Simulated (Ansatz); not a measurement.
# A series in volume scale on MnZn3

Free energy against uniform scaling of the volume at fixed shape and fractions; periodic cell, basis, potentials, k mesh and filling as listed. The results are calculated, by Ansatz 0.2.0.

The cell before it is scaled or strained (space group Pm-3m, No. 221):
```
CELL_PARAMETERS angstrom
3.86000 0.00000 0.00000
0.00000 3.86000 0.00000
0.00000 0.00000 3.86000
ATOMIC_POSITIONS crystal
Mn 0.00000 0.00000 0.00000
Zn 0.00000 0.50000 0.50000
Zn 0.50000 0.00000 0.50000
Zn 0.50000 0.50000 0.00000
```

Settings of every row: functional r2SCAN; dispersion none; potentials PAW; wave cutoff 600 eV; density cutoff 2400 eV; k mesh 6x6x6; k shift 0x0x0; occupations fermi dirac; smearing width 0.1 eV; spin collinear.

Limits: coarse k mesh, up to 40 meV an atom off; state may not be the lowest; with one magnetic atom in the cell only parallel moments are possible.

```csv
row,volume scale,V (Å³/atom),pressure (GPa),energy above lowest point (meV/atom)
1,0.94,13.515,2.24,2.1
2,0.96,13.803,?,?
3,0.98,14.091,-1.69,1.4
4,1,14.378,-3.27,5.9
5,1.02,14.666,-4.67,13.1
6,1.04,14.953,-5.92,22.6
7,1.06,15.241,-7.06,34.2
```

Question: what pressure should row 2 give?

Worked fit of pressure. Take u = (V_r/V)^(2/3) − 1 with V_r = 14.522 Å³ an atom, which is twice the finite (Eulerian) strain; such expansions in the strain, on which the Birch-Murnaghan equation of state is built, carry the rest volume and the bulk modulus. The shown rows have u = 0.04908, 0.02029, 0.00667, -0.00656, -0.01931, -0.0317. Least squares give pressure = −3.991 + 105.74 × u + 340.6 × u² + 1868 × u³ GPa; a parabola predicts inner rows, each left out in turn, worse (root mean square 0.037 against 0.00095 GPa). All shown rows lie on it to the printed digit. The withheld row has u = 0.03443, so the fit gives −3.991 + 105.74 × (0.03443) + 340.6 × (0.03443)² + 1868 × (0.03443)³ = 0.13 GPa.

The calculation gave 0.14 GPa. The fit lies 0.01 GPa (7.1 % of the value, 0.11 % of the column's range) below it, one unit of the last digit.

The other values of row 2: energy above lowest point 0 meV/atom.
